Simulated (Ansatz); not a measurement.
# Potential energy of amorphous poly(propylene oxide) 11-unit oligomers from 260 to 440 K: LDA single points on classical frames

Poly(propylene oxide) serves as the soft segment of polyurethanes and as a host for ions in polymer electrolytes, and in both uses the heat it takes up on warming matters for thermal design. I want to see how much of that heat appears as potential energy in small amorphous cells, and whether simple equipartition accounts for it. Each cell holds two chains of 11 units, 238 atoms in all, taken as one frame from a classical run at fixed volume. The energy is the LDA energy per atom of that unrelaxed frame, measured from the 260 K member. It contains no kinetic energy of the nuclei, and the density is lowered along with the rise in temperature.

## Method

5 cells of 238 atoms, one sample each. First member: 2 poly(propylene oxide) chains of 11 units placed at random, at 1.03 g/cm³; overlaps pushed apart, then 20 ps at 800 K with MMFF94 bonds, angles, torsions, charges and radii (Halgren, J. Comput. Chem. 17, 490 (1996)) in harmonic and 12-6 forms; charges of ions scaled by 0.8. Snapshot after 30 ps at 260 K and fixed volume. Last member: 2 poly(propylene oxide) chains of 11 units placed at random, at 0.888 g/cm³; overlaps pushed apart, then 20 ps at 800 K with MMFF94 bonds, angles, torsions, charges and radii (Halgren, J. Comput. Chem. 17, 490 (1996)) in harmonic and 12-6 forms; charges of ions scaled by 0.8. Snapshot after 30 ps at 440 K and fixed volume. Each member is a single point on the cell as made. Ansatz 0.2.0: Kohn-Sham DFT with LDA, PAW potentials, plane waves to 420 eV, k-points Γ alone, Fermi-Dirac smearing of 0.025 eV, no spin polarisation, no spin-orbit coupling.

Notes on method and selection:

- The gap is read on the run's k-points alone; rows whose frontier levels are partly filled show none.
- Semilocal functionals tend to put gaps under measured ones.
- In disordered cells the gap varies from sample to sample, and tail or defect states can set it.
- Cells made by classical potentials are single samples, quenched or equilibrated over picoseconds; DFT didn't relax them, so energies and stress hold the mismatch between the potential and the functional.
- The functional has no dispersion term, which matters between molecules and layers.
- The pressure of one frame lacks the kinetic term and holds the strain of bonds inside molecules, whose lengths the classical model set.
- Series whose main quantity scatters more than it trends weren't written up, so this one is a smoother case than the typical.
- Runs that did not converge, have known faults or may not be shown are not listed, and runs on Ansatz's PAW sets soft_1 and soft_2 are kept to separate tables.

Columns:

- temperature (K): temperature of the classical run that gave the frame.
- density (g/cm³): mass density of the cell.
- harmonic rise (meV/atom): 3/2 kB times the temperature less the first member's: the rise of the mean potential energy of a classical harmonic system with all atoms free.
- pressure (GPa): pressure, a third of the trace of the stress, positive under compression, without a kinetic term.
- gap (eV): Kohn-Sham gap: lowest empty less highest filled level over the k-points of the run.
- r.m.s. force (eV/Å): r.m.s. of the Cartesian force components on all atoms.
- energy (meV/atom): free energy per atom less that of the first member.

## Table of results

```
member  temperature (K)  density (g/cm³)  harmonic rise (meV/atom)  pressure (GPa)  gap (eV)  r.m.s. force (eV/Å)  energy (meV/atom)
260 K   260              1.0320           0.000                     −0.098          4.132     0.892                0.000
300 K   300              1.0000           5.170                     −0.166          4.147     0.961                5.413
340 K   340              0.9680           10.341                    −0.761          3.995     0.890                5.167
380 K   380              0.9360           15.511                    −0.571          4.222     1.033                ?
440 K   440              0.8880           23.267                    0.879           4.062     1.193                27.134
```

Cells marked ? are withheld until the estimate has been made.

Least-squares fits to the members shown, with x = temperature (K); R² and errors in the fitted variable (y, or ln y where the fit is in ln y):

```
y                  members  fit                    R²    rms residual  leave-one-out rms  the same for the mean of the others
energy (meV/atom)  4        y = −40.83 + 0.1500 x  0.92  2.9           8.3                14
```

## The trend and its physics

The energy rises over the range as a whole, but not at every step: the 340 K member lies 0.246 meV/atom below the 300 K one. From end to end the slope is 27.134 / 180 = 0.151 meV/atom per kelvin, against 23.267 / 180 = 0.129 for a classical harmonic system. Equipartition therefore gives the right size of the rise. Each vibrational mode stores on average ½ kB T of potential energy, and there are three modes per atom. Strictly this holds for the classical potential that moved the atoms; the LDA energy of the same frames follows it only as far as the two agree on stiffness and rest positions.

The departures from the harmonic rise are +0.243 meV/atom at 300 K, −5.174 at 340 K and +3.867 at 440 K. Much of this can come from taking a single frame. For N atoms in a classical harmonic system the potential energy per atom fluctuates by kB T √(3/(2N)). With kB = 0.0862 meV/K, N = 238 and T = 340 K the root is √(3 / (2 × 238)) = 0.0794 and the fluctuation 0.0862 × 340 × 0.0794 = 2.3 meV/atom, and the reference frame adds a fluctuation of its own. Differences in chain conformation and packing widen the scatter further.

The forces support this reading for the 340 K frame. Its r.m.s. force is 0.890 eV/Å, practically that of the 260 K frame, so its bonds and angles happen to be less strained than is usual at its temperature. The 440 K frame has the largest force of the series and lies above the harmonic rise.

Expansion should also raise the energy, because the chains lose contact as the density falls from 1.032 to 0.888 g/cm³. With one frame per temperature I can't assign the excess at 440 K to it. Since only series with a fairly smooth main quantity were written up, the order seen here may flatter single-frame sampling.

The slope is not the heat capacity of the real polymer. Its stiff C–H stretches are quantum oscillators, hardly excited at these temperatures, whereas the classical run gives them their full thermal share.

## Blind estimate

Plain estimates from the members shown:

- 380 K, fit at x = 380: 16.170 meV/atom
- 380 K, straight-line interpolation between 340 K and 440 K: w = (380 − 340) / (440 − 340) = 0.400, so 5.167 + 0.400 × (27.134 − 5.167) = 13.954 meV/atom

I start from the harmonic rise at 380 K, 15.511 meV/atom, because it has a physical basis and needs no fit to four scattered energies. I then correct it for how strongly this particular frame is strained, which the r.m.s. force F indicates. In a classical harmonic system the mean of F² is proportional to T, so I use r = (F²/T) / (F²/T at 260 K).

At 340 K, r = (0.890² / 340) / (0.892² / 260) = 0.761, and the energy departs from the harmonic rise by −5.174 meV/atom. With 1 − 0.761 = 0.239, this sets the correction at 5.174 / 0.239 = 21.6 meV/atom per unit of r − 1.

Tried on the other members, the rule gives 5.3 meV/atom at 300 K against 5.413 in the table. At 440 K, where r = (1.193² / 440) / (0.892² / 260) = 1.057, it gives 23.267 + 21.6 × 0.057 = 24.5 against 27.134, a miss of 2.6.

At 380 K, r = (1.033² / 380) / (0.892² / 260) = 0.918, so the estimate is 15.511 − 21.6 × 0.082 = 13.7 meV/atom. The program warned of a rough exchange-correlation potential in the thin-density regions of this run. Such regions hold little charge, so I make no shift for it.

Two test members are few, and the correction rests on a single frame. I therefore take the larger miss, 2.6, rounded up to 3, as one standard deviation.

**Committed estimate, 380 K: energy = 14 ± 3 meV/atom.**

## Check

```
member  temperature (K)  density (g/cm³)  harmonic rise (meV/atom)  pressure (GPa)  gap (eV)  r.m.s. force (eV/Å)  energy (meV/atom)
380 K   380              0.9360           15.511                    −0.571          4.222     1.033                20.019
```

```
member  estimate       energy (meV/atom)  computed  estimate − computed  miss in error bars
380 K   committed      14.000             20.019    −6.019               2.0
380 K   fit            16.170             20.019    −3.849
380 K   interpolation  13.954             20.019    −6.065
```

The estimate of 14 ± 3 meV/atom was too low by 6.019, or 2.0 error bars. The straight-line fit did better, with a miss of 3.849, and interpolation did as badly as I did.

Equipartition gave the better part of my argument. The harmonic rise alone, 15.511 meV/atom, would have missed by 4.508. My force correction lowered it, whereas the computed energy lies above it. I had scaled that correction on the 340 K frame alone, and the 380 K frame contradicts it: its force is low for its temperature, yet its energy is high. A reason from theory is that the r.m.s. force is weighted towards stiff bonds and angles, while soft torsions and contacts between chains can store energy with little force.

The error bar was also too narrow. Harmonic fluctuations of the 380 K frame and of the reference frame are 2.6 and 1.8 meV/atom, which combine to √(2.6² + 1.8²) = 3.2, before any difference in chain packing is counted.

## Exceptions

Least-squares fits to the whole series, with x = temperature (K); R² and errors in the fitted variable (y, or ln y where the fit is in ln y):

```
y                  members  fit                    R²    rms residual  leave-one-out rms  the same for the mean of the others
energy (meV/atom)  5        y = −42.50 + 0.1571 x  0.92  3.0           4.1                13
```

Largest departures from the fit to the whole series:

```
member  energy (meV/atom)  fit     computed − fit  in rms residuals
340 K   5.167              10.914  −5.747          1.9
380 K   20.019             17.198  +2.821          0.9
260 K   0.000              −1.654  +1.654          0.6
300 K   5.413              4.630   +0.783          0.3
```

The 340 K member lies farthest from the line, 5.747 meV/atom below it, or 1.9 r.m.s. residuals. Over the whole cell this is 5.747 × 238 / 1000 = 1.4 eV. The likeliest reason is the single frame. Its low r.m.s. force fits with stiff bonds and angles caught near their rest positions, but the harmonic fluctuation at 340 K is only 2.3 meV/atom, so I suspect that a favourable chain conformation or packing adds to it. The mismatch between the classical potential and LDA can widen the scatter too, since a frame typical for one need not be typical for the other.

The 380 K member lies 2.821 meV/atom above the line, about the size of one thermal fluctuation, and I see no need for a special cause. The program's warning about the exchange-correlation potential concerns regions with very little charge, which makes it an unlikely source of an energy shift of this size.

The pressure is odd too: it is highest, at 0.879 GPa, in the least dense cell. I don't read this as a property of the polymer. In every frame the diagonal components of the stress differ among themselves by more than the size of the pressure, and the strain of bonds inside the molecules enters as well.

## Summary

Between 260 and 440 K the energy of these cells rises by 0.1571 meV/atom per kelvin, with a standard error of about 0.03 from the scatter. That agrees with the equipartition value of 0.129, so no separate contribution from expansion can be claimed. A new single-frame member within the range can be estimated from the line to about 4 meV/atom, against 13 for the mean of the others.

With roughly 5.8 g per mole of atoms and 96 J/mol per meV, the slope is 0.1571 × 96 / 5.8 = 2.6 J/(g K). This is the classical potential part only, taken along a path of falling density.

A real heat capacity also holds the kinetic energy of the nuclei, which classically adds another 0.129 meV/atom per kelvin. On that footing the potential part is 0.1571 / (0.1571 + 0.129) = 0.55 of the heat taken up, which within the scatter is the half expected of a harmonic system. Quantum motion lowers both parts. A chain has 238 / 2 = 119 atoms, 72 of them hydrogen, so the stretches of bonds to hydrogen are 72 of its 3 × 119 = 357 modes, and freezing them alone would take about 23.267 × 72 / 357 = 4.7 meV/atom off the harmonic rise over the full range.

[Logs are printed without paths, hosts, clocks, repeated set-up lines and the standing remarks that a program may print on its own settings, such as how far it seeks lower states.]
